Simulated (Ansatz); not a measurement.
A surface is cut from this relaxed crystal of Ta:

```
CELL_PARAMETERS angstrom
-1.65953 1.65953 1.65953
1.65953 -1.65953 1.65953
1.65953 1.65953 -1.65953
ATOMIC_POSITIONS crystal
Ta 0.00000 0.00000 0.00000
```

Miller indices refer to the conventional cell of Im-3m (No. 229), a = 3.319 Å, b = 3.319 Å, c = 3.319 Å, α = 90.00°, β = 90.00°, γ = 90.00°.

The (211) slab of 8 planes, 9.5 Å thick with 15 Å of vacuum as cut; outer planes Ta (top) and Ta (bottom).

These are results of DFT PBE, scalar-relativistic, plane waves, PAW in Ansatz 0.2.0, not measurements. Cutoff 420 eV; k points 12×8×1 on the computed 8-atom cell (Γ-centred); Gaussian smearing, width 0.10 eV; no spin polarisation. A dipole correction removes the field between periodic images along c.

The work function is left out: read from the slab's Fermi level and from the bulk's it differs by over 0.3 eV, so the slab is too thin for it.

With the atoms at the bulk's places:

```yaml
Surface_energy_mean_of_both_faces: 2.88 J/m²
```

Q: What changes when all atoms relax?

A: The energy falls by 0.217 J/m² a face, and the largest move is 0.27 Å.

For the relaxed slab, the surface energy (mean of both faces) is 2.67 J/m².

| plane (bottom to top) | atoms | spacing to next, bulk (Å) | relaxed (Å) | change (%) |
| --- | --- | --- | --- | --- |
| 1 | Ta | 1.355 | 1.141 | -15.8 |
| 2 | Ta | 1.355 | 1.393 | +2.8 |
| 3 | Ta | 1.355 | 1.365 | +0.8 |
| 4 | Ta | 1.355 | 1.315 | -2.9 |
| 5 | Ta | 1.355 | 1.365 | +0.8 |
| 6 | Ta | 1.355 | 1.393 | +2.8 |
| 7 | Ta | 1.355 | 1.141 | -15.8 |
| 8 | Ta |  |  |  |

Slabs this thin can still miss converged surface energies by a few hundredths of a J/m² and work functions by about a tenth of an eV.

Spin-orbit coupling is left out, which matters for the bands of heavy elements.

Worked out: the slab's 8 atoms lie 4.491 eV above the same atoms in the bulk. Shared over two faces of 13.49 Å² this is 166.4 meV/Å², and 1 eV/Å² is 16.02 J/m², which gives 2.67 J/m². The cut crosses 4 bonds a cell (neighbours within 10 % of the shortest distances), so each costs 1.12 eV on this count. The top spacing shrinks by 15.8 %, as is usual at a metal's surface, where atoms that lost neighbours bind closer to those left; the next one widens by 2.8 %, so the relaxation alternates in sign.

Most of the cost of this Ta surface comes from cutting bonds: relaxation recovers only 0.217 of the 2.88 J/m², despite the strong contraction of the outer spacing. The (211) face of a bcc metal is open, so its outer atoms can sink into the smoothed surface charge and strengthen their remaining d bonds. Because metallic bonding is many-body, 1.12 eV is an average cost per cut contact, not a transferable bond energy.

The largest move, 0.27 Å, exceeds the change in any single spacing. This suggests that the outer atoms also slide sideways, which the low symmetry of this face allows.

The alternation in sign doesn't hold throughout: the third spacing widens like the second, and the central one shrinks by 2.9 %. The disturbance therefore hasn't died out at mid-slab, probably because the two relaxation patterns overlap there, and the inner changes can't be assigned to an isolated surface. With only one orientation computed, nothing follows about which facets a Ta crystal would prefer.
